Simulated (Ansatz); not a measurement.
A series in volume per atom on Mo

Results calculated with Ansatz 0.2.0 development build, not measured. Equation of state of a cubic crystal from periodic Kohn-Sham density functional theory without spin; pressure corrected for the finite basis.

Cell of the first row (space group Im-3m, No. 229):
```
CELL_PARAMETERS angstrom
-1.53720 1.53720 1.53720
1.53720 -1.53720 1.53720
1.53720 1.53720 -1.53720
ATOMIC_POSITIONS crystal
Mo 0.00000 0.00000 0.00000
```

Settings of every row: formula Mo; structure type bcc; functional r2SCAN; spin treatment none; k mesh 15x15x15; occupation method fermi-dirac; occupation width 0.1 eV; wave cutoff 500 eV; datasets hand-made PAW; density cutoff ratio 4; xc grid level 2.

Limits: modest k-mesh, values are not fully converged in k; the SCF threshold is loose for a stress in some rows.

| row | volume per atom (Å³) | pressure (GPa) | energy above lowest point (meV/atom) |
| --- | --- | --- | --- |
| 1 | 14.53 | 23.556 | 75.4 |
| 2 | 15.004 | 12.486 | 22.52 |
| 3 | 15.477 | 2.992 | 0 |
| 4 | 15.951 | ? | ? |
| 5 | 16.425 | -12.057 | 29.17 |

Question: what pressure and energy above lowest point should row 4 give?

Worked fit of pressure. Take u = (V_r/V)^(2/3) − 1 with V_r = 15.241 Å³ an atom, which is twice the finite (Eulerian) strain; such expansions in the strain, on which the Birch-Murnaghan equation of state is built, carry the rest volume and the bulk modulus. The shown rows have u = 0.03236, 0.0105, -0.01019, -0.04865. Least squares give pressure = 7.5461 + 458.109 × u + 1133.65 × u² GPa; a straight line predicts inner rows, each left out in turn, worse (root mean square 1.2 against 0.0095 GPa). The rows lie off it by -0.002, 0.005, -0.004, 0.001 (root mean square 0.0034 GPa). The pressure vanishes at u = -0.0172, or V = 15.64 Å³ an atom, and there the bulk modulus at fixed shape and fractions is B = −V dP/dV = (2/3)(1 + u) dP/du = 275 GPa. The withheld row has u = -0.0299, so the fit gives 7.5461 + 458.109 × (-0.0299) + 1133.65 × (-0.0299)² = -5.138 GPa.

The calculation gave -5.129 GPa. The fit lies 0.009 GPa (0.025 % of the column's range) below it; its largest miss of a shown row is 0.005 GPa.

Worked fit of energy above lowest point. Take u = (V_r/V)^(2/3) − 1 with V_r = 15.241 Å³ an atom, which is twice the finite (Eulerian) strain; such expansions in the strain, on which the Birch-Murnaghan equation of state is built, carry the rest volume and the bulk modulus. The shown rows have u = 0.03236, 0.0105, -0.01019, -0.04865. Least squares give energy above lowest point = 7.75 + 1079.52 × u + 31240.4 × u² meV/atom; a straight line predicts inner rows, each left out in turn, worse (root mean square 32 against 0.018 meV/atom). The rows lie off it by 0.00, -0.01, 0.01, 0.00. Its lowest point lies at u = -0.0173, or V = 15.64 Å³ an atom, and the curvature there gives the bulk modulus at fixed shape and fractions, B = (4/9)(1 + u)² E″(u)/V = 275 GPa. The withheld row has u = -0.0299, so the fit gives 7.75 + 1079.52 × (-0.0299) + 31240.4 × (-0.0299)² = 3.40 meV/atom.

The calculation gave 3.48 meV/atom. The fit lies 0.08 meV/atom (2.3 % of the value, 0.11 % of the column's range) below it; its largest miss of a shown row is 0.01 meV/atom.
